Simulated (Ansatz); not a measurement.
LiMg₅: energy above lowest point against volume scale

Free energy against uniform scaling of the volume at fixed shape and fractions; periodic cell, basis, potentials, k mesh and filling as listed. The results are calculated, by Ansatz 0.2.0.

The cell before it is scaled or strained (space group P-62m, No. 189):
```
CELL_PARAMETERS angstrom
5.47300 0.00000 0.00000
-2.73650 4.73980 0.00000
0.00000 0.00000 5.07000
ATOMIC_POSITIONS crystal
Li 0.00000 0.00000 0.50000
Mg 0.00000 0.67142 0.00000
Mg 0.67142 0.00000 0.00000
Mg 0.32858 0.32858 0.00000
Mg 0.66667 0.33333 0.50000
Mg 0.33333 0.66667 0.50000
```

Settings of every row: functional LDA; dispersion none; potentials PAW; wave cutoff 500 eV; density cutoff 2000 eV; k mesh 5x5x5; k shift 0x0x0; occupations gaussian; smearing width 0.1 eV; spin none.

Limits: coarse k mesh, up to 40 meV an atom off; the cell comes from a prototype or a list of computed structures and needn't be the stable phase.

```csv
row,volume scale,V (Å³/atom),energy above lowest point (meV/atom)
1,0.9,19.728,8.5
2,0.925,20.276,2.4
3,0.95,20.824,0
4,0.975,21.372,?
5,1,21.92,4.7
6,1.025,22.468,11
7,1.05,23.016,19.5
8,1.075,23.564,30
9,1.1,24.112,42.2
```

Question: what energy above lowest point should row 4 give?

Worked fit of energy above lowest point. Take u = (V_r/V)^(2/3) − 1 with V_r = 22.194 Å³ an atom, which is twice the finite (Eulerian) strain; such expansions in the strain, on which the Birch-Murnaghan equation of state is built, carry the rest volume and the bulk modulus. The shown rows have u = 0.08169, 0.06211, 0.04339, 0.00832, -0.00815, -0.02395, -0.03915, -0.05376. Least squares give energy above lowest point = 7.55 − 384 × u + 4844 × u² meV/atom; a straight line predicts inner rows, each left out in turn, worse (root mean square 7.3 against 0.016 meV/atom). All shown rows lie on it to the printed digit. Its lowest point lies at u = 0.0396, or V = 20.94 Å³ an atom, and the curvature there gives the bulk modulus at fixed shape and fractions, B = (4/9)(1 + u)² E″(u)/V = 35.6 GPa. Letting shape and atoms relax would as a rule lower it, by much in layered, chain or molecular crystals. The withheld row has u = 0.02548, so the fit gives 7.55 − 384 × (0.02548) + 4844 × (0.02548)² = 0.9 meV/atom.

The calculation gave 0.9 meV/atom. The fit meets it to the printed digit.
